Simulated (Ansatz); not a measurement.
# Au: the change of energy above lowest point and pressure with volume per atom

Results calculated with Ansatz 0.2.0 development build, not measured. Equation of state of a cubic crystal from periodic Kohn-Sham density functional theory without spin; pressure corrected for the finite basis.

Cell of the first row (space group Fm-3m, No. 225):
```
Au
1.0
      0.0000     2.0362     2.0362
      2.0362     0.0000     2.0362
      2.0362     2.0362     0.0000
Au
1
Direct
  0.00000 0.00000 0.00000
```

Settings of every row: formula Au; structure type fcc; functional PBE; spin treatment none; k mesh 15x15x15; occupation method fermi-dirac; occupation width 0.061225619 eV; wave cutoff 700 eV; datasets hard PAW; density cutoff ratio 4.

Limits: modest k-mesh, values are not fully converged in k; the SCF threshold is loose for a stress in some rows; no spin-orbit coupling, which can matter with elements this heavy.

```
row  volume per atom (Å³)  energy above lowest point (meV/atom)  pressure (GPa)
  1                16.886                                 32.01          10.296
  2                17.245                                     ?               ?
  3                17.604                                  3.11           2.922
  4                17.963                                     0           -0.08
  5                18.323                                  3.18          -2.694
  6                18.682                                 11.81          -4.953
  7                19.041                                 25.15          -6.889
```

Question: what energy above lowest point and pressure should row 2 give?

Worked fit of energy above lowest point. Take u = (V_r/V)^(2/3) − 1 with V_r = 18.143 Å³ an atom, which is twice the finite (Eulerian) strain; such expansions in the strain, on which the Birch-Murnaghan equation of state is built, carry the rest volume and the bulk modulus. The shown rows have u = 0.04903, 0.02031, 0.00667, -0.00656, -0.01933, -0.03169. Least squares give energy above lowest point = 0.858 − 242.96 × u + 17069.5 × u² + 17231 × u³ meV/atom; a parabola predicts inner rows, each left out in turn, worse (root mean square 0.34 against 0.0041 meV/atom). All shown rows lie on it to the printed digit. Its lowest point lies at u = 0.0070, or V = 17.95 Å³ an atom, and the curvature there gives the bulk modulus at fixed shape and fractions, B = (4/9)(1 + u)² E″(u)/V = 140 GPa. The withheld row has u = 0.03442, so the fit gives 0.858 − 242.96 × (0.03442) + 17069.5 × (0.03442)² + 17231 × (0.03442)³ = 13.42 meV/atom.

The calculation gave 13.43 meV/atom. The fit lies 0.01 meV/atom (0.031 % of the column's range) below it, one unit of the last digit.

Worked fit of pressure. Take u = (V_r/V)^(2/3) − 1 with V_r = 18.143 Å³ an atom, which is twice the finite (Eulerian) strain; such expansions in the strain, on which the Birch-Murnaghan equation of state is built, carry the rest volume and the bulk modulus. The shown rows have u = 0.04903, 0.02031, 0.00667, -0.00656, -0.01933, -0.03169. Least squares give pressure = −1.4346 + 197.6 × u + 821.58 × u² + 569.5 × u³ GPa; a parabola predicts inner rows, each left out in turn, worse (root mean square 0.012 against 0.0024 GPa). The rows lie off it by 0.000, 0.000, 0.000, 0.002, -0.002, 0.001. The pressure vanishes at u = 0.0071, or V = 17.95 Å³ an atom, and there the bulk modulus at fixed shape and fractions is B = −V dP/dV = (2/3)(1 + u) dP/du = 140 GPa. The withheld row has u = 0.03442, so the fit gives −1.4346 + 197.6 × (0.03442) + 821.58 × (0.03442)² + 569.5 × (0.03442)³ = 6.363 GPa.

The calculation gave 6.362 GPa. The fit lies 0.001 GPa (0.0058 % of the column's range) above it, one unit of the last digit.
